# Notes on the decay of a thermal grating in the gray model

## Model and dimensionless groups

I take one phonon branch with speed $v$, lifetime $\tau$, mean free path $\Lambda=v\tau$, heat capacity $C$ and conductivity $\kappa=Cv\Lambda/3$, so $D=\kappa/C=v^2\tau/3$. The medium is infinite. At $t=0$ the energy is isotropic and varies as $\cos qz$, with $q=2\pi/L$ and $L$ the period. Let $g(\mu,t)e^{iqz}$ be the deviational energy, $\mu$ the direction cosine along $z$, and $T=\tfrac12\int_{-1}^{1}g\,d\mu$ the normalised grating amplitude. In the relaxation-time approximation

$$\partial_t g+iqv\mu\,g=-\frac{g-T}{\tau},\qquad g(\mu,0)=1 .$$

$C$ has dropped out. From $q,v,\tau,t$ I can form two groups, $x=q\Lambda$ and $\theta=t/\tau$. Any decay rate therefore obeys $\gamma\tau=f(x)$. The three times are the collision time $\tau$, the transit time $1/qv=\tau/x$ and the Fourier time $1/\gamma_F=1/Dq^2=3\tau/x^2$. They are comparable only for $x$ of order one, so all crossovers lie there.

## Response and pole

I Laplace transform in $\theta$, with variable $\sigma$ and $p=1+\sigma$. Then $\hat g=(1+\hat T)/(p+ix\mu)$, and the angular average gives

$$\hat T=\frac{a}{1-a},\qquad a=\frac12\int_{-1}^{1}\frac{d\mu}{p+ix\mu}=\frac{1}{x}\arctan\frac{x}{p}.$$

The integral is singular on the segment from $p=-ix$ to $p=ix$, a cut at decay rate $1/\tau$. A pole needs $\arctan(x/p)=x$. The principal arctangent has real part below $\pi/2$ and the tangent is one-to-one on that strip, so there is one root, $p=x\cot x$, for $x<\pi/2$ and none beyond:

$$\gamma\tau=1-x\cot x .$$

Since $da/dp=-1/(p^2+x^2)$, the residue is $Z=p^2+x^2=x^2/\sin^2x$. So $T=Ze^{-\gamma t}$ plus a cut term, which equals $1-Z<0$ at $t=0$ and carries the factor $e^{-t/\tau}$.

A second rate that a noisy trace would suggest is the inverse area, $1/\gamma_A=\int_0^\infty T\,dt=\tau\hat T(0)$:

$$\gamma_A\tau=\frac{x}{\arctan x}-1 .$$

It exists for every $x$.

## Small $x$

$$\gamma\tau=\frac{x^2}{3}+\frac{x^4}{45}+\frac{2x^6}{945}+\dots,\qquad \gamma_A\tau=\frac{x^2}{3}-\frac{4x^4}{45}+\dots,\qquad Z=1+\frac{x^2}{3}+\dots$$

The leading term is Fourier's law. The corrections have opposite signs: $\gamma/\gamma_F=1+x^2/15$ and $\gamma_A/\gamma_F=1-4x^2/15$. Written as times they are independent of the period,

$$\frac1\gamma=\frac1{\gamma_F}-\frac{\tau}{5},\qquad \frac1{\gamma_A}=\frac1{\gamma_F}+\frac{4\tau}{5},$$

up to $O(x^2\tau)$. The difference $\tau$ is a delay: $Ze^{-\gamma t}=e^{-\gamma(t-t_d)}$ with $t_d=\ln Z/\gamma=\tau(1-x^2/30+\dots)$. The flux starts at zero and needs one collision time to build up.

To see where $1/45$ comes from I expand $1/a$ in $x/p$:

$$\frac{1}{\hat T}=\sigma+\frac{x^2}{3(1+\sigma)}-\frac{4x^4}{45(1+\sigma)^3}+\dots$$

Two terms give the telegraph equation $\sigma^2+\sigma+x^2/3=0$, whose slow root is $\gamma\tau=x^2/3+x^4/9+\dots$. The third term, from higher angular moments, removes $4/45$ and leaves $1/45$. The telegraph model overstates the correction fivefold, and its two roots merge at $x=\sqrt3/2=0.866$, where the exact pole is regular.

## Short and long times

Expanding $\hat T$ for large $\sigma$ gives $1/\sigma-x^2/3\sigma^3+x^2/3\sigma^4$, so

$$T=1-\frac{x^2\theta^2}{6}+\frac{x^2\theta^3}{18}+\dots$$

There is no linear term for any $x$. The first term to appear, $(qvt)^2/6$, is free flight and does not contain $\tau$. Scattering enters at relative order $\theta/3$ and slows the decay.

At long times the pole outlives the cut by the gap $1/\tau-\gamma=x\cot x/\tau$. While I wait one gap time the signal loses $\gamma\tau/(1-\gamma\tau)$ e-folds. This equals one at $x\cot x=\tfrac12$, or $x=1.166$, $L=5.39\,\Lambda$, which I regard as the practical end of single-exponential decay.

## The threshold

Near $x=\pi/2$, or $L=4\Lambda$, the gap closes linearly, $1-\gamma\tau\simeq\tfrac{\pi}{2}(\tfrac{\pi}{2}-x)$. The angular shape of the mode, $1/(x\cot x+ix\mu)$, becomes singular at $\mu=0$: the rate has caught up with that of phonons flying along the fringes, which only lose energy by scattering. Nothing in $T(t)$ at fixed $t$ is singular there. If I swing the cuts to the left from the branch points, the root $p=x\cot x$ continues to $x<\pi$ with $\gamma\tau>1$, but it then decays faster than the branch-point terms and does not control the tail.

| $x$ | $L/\Lambda$ | $\gamma\tau$ | $\gamma/\gamma_F$ | $Z$ | $\gamma_A/\gamma_F$ |
|---|---|---|---|---|---|
| 0.5 | 12.6 | 0.0848 | 1.017 | 1.088 | 0.941 |
| 1 | 6.28 | 0.358 | 1.074 | 1.412 | 0.820 |
| $\pi/2$ | 4 | 1 | 1.216 | 2.467 | 0.687 |
| 10 | 0.628 | no pole | no pole | no pole | 0.174 |

The pole never exceeds the Fourier rate by more than the factor $12/\pi^2$. It departs from Fourier by 1% at $x=0.38$, the area rate already at $x=0.20$.

## Large $x$

The series $\hat T=a+a^2+\dots$ counts scattering events. With $u=qvt$, the term $a$ inverts to $e^{-\theta}\sin u/u$, and $a^2$ to its self-convolution. Using $1/w(u-w)=[1/w+1/(u-w)]/u$ in that convolution,

$$T=e^{-t/\tau}\left[\frac{\sin u}{u}+\frac{\sin u\,\mathrm{Si}(2u)-\cos u\,\mathrm{Cin}(2u)}{x\,u}+O(x^{-2})\right],$$

with $\mathrm{Si}(y)=\int_0^y\sin w\,dw/w$ and $\mathrm{Cin}(y)=\int_0^y(1-\cos w)\,dw/w$. At small $u$ the correction is $u/x=\theta$, which cancels the linear term of the exponential as it must. At $u=\pi/2$ its relative size is $\mathrm{Si}(\pi)/x=1.85/x$, so the ballistic form is approached slowly. At large $u$, $\mathrm{Si}\to\pi/2$ while $\mathrm{Cin}$ grows as $\ln 2u$, so the limit needs $\ln u\ll x$. Since the exponential ends the signal at $u\sim x$, the condition in practice is $\ln x\ll x$. The area rate becomes $\gamma_A\tau=2x/\pi-1+4/\pi^2+O(1/x)$: linear in $q$, set by the transit time.

## Germanium, 80 K, $L=10\ \mu$m

Inputs: Debye temperature 373 K (compiled value, Råsander 2015), a typical lattice constant $a_0=5.658$ Å, and an approximate conductivity of 300 W/(m K) for natural Ge at 80 K. The compiled 58 W/(m K) (Ioffe Institute) has no stated temperature, and I do not use it at 80 K.

- Atom density $n=8/a_0^3=4.417\times10^{28}$ m$^{-3}$.
- Debye speed $v=k_B\Theta/\hbar(6\pi^2n)^{1/3}=3.54$ km/s.
- With $\Theta/T=4.66$ the Debye heat capacity is $0.411\times3nk_B=0.751$ J/(cm$^3$ K).
- $D=3.99$ cm$^2$/s, $\Lambda=3D/v=0.338\ \mu$m, $\tau=95$ ps.
- $q=0.628\ \mu$m$^{-1}$, $x=0.212$.

The third figures only carry the arithmetic, because $\kappa$ is approximate. The times order as $\tau=95$ ps, $1/qv=0.45$ ns, $1/\gamma_F=6.3$ ns. In the model the pole is 0.30% faster than Fourier (lifetime shorter by $\tau/5=19$ ps), the area rate is 1.2% slower ($4\tau/5=76$ ps), and $Z$ exceeds one by 1.5%. Single-exponential decay ends near $L=1.8\ \mu$m, the pole disappears at $1.35\ \mu$m, and $x=10$ needs $0.21\ \mu$m. At fixed $L$, $x=3qD/v$, so cooling must raise $D$ by a factor 7.4 to reach the threshold. Halving $v$ at fixed $D$ lifts the pole correction only to 1.2%.

## The neglected spread of mean free paths

This is far larger than 0.30%. For groups $i$, energy conservation in collisions, $\sum_i(e_i-C_iT_0)/\tau_i=0$ with energies $e_i=a_iC_iT_0$ in a free mode, gives $\sum_i(C_i/\tau_i)(1-a_i)=0$, where $a_i=\arctan[x_i/(1-\gamma\tau_i)]/x_i$. To first order in $\gamma\tau_i$,

$$\gamma\simeq\frac{q^2\sum_i\kappa_iS(x_i)}{\sum_iC_i/(1+x_i^2)},\qquad S(x)=\frac{3}{x^2}\Big(1-\frac{\arctan x}{x}\Big)=1-\frac{3x^2}{5}+\dots$$

For a single group the numerator contributes $-\tfrac35x^2$, the denominator $+x^2$, and the term of second order in $\gamma\tau$ contributes $-\tfrac13x^2$, which sum to $+\tfrac1{15}x^2$. The positive sign arises because the same phonons carry and store the heat. When long-path phonons carry much heat and store little, only $S$ acts on them, and the decay slows.

As an illustration I put half of $\kappa$ into a group with $\Lambda_2=3\ \mu$m at the same speed. It holds 5.6% of $C$, has $x_2=1.88$ and $S=0.36$, and leaves $\Lambda_1=0.18\ \mu$m for the rest. The numerator alone gives $0.68\,\gamma_F$. The full condition gives $0.71\,\gamma_F$, a lifetime of 8.9 ns, with $\gamma\tau_2=0.095$, so the pole survives although $x_2>\pi/2$.

All of these are numbers of the models, not of germanium. As typical knowledge, a share of order one half of the conductivity of Ge at this temperature comes from phonons with paths above a micron, so a 10 $\mu$m grating should decay more slowly than Fourier by tens of per cent. The gray pole gives the wrong sign and about a hundredth of the size. The treatment also assumes heating uniform in depth. With shallow absorption at a surface, diffusion into the depth multiplies the Fourier decay of the surface temperature by $t^{-1/2}$.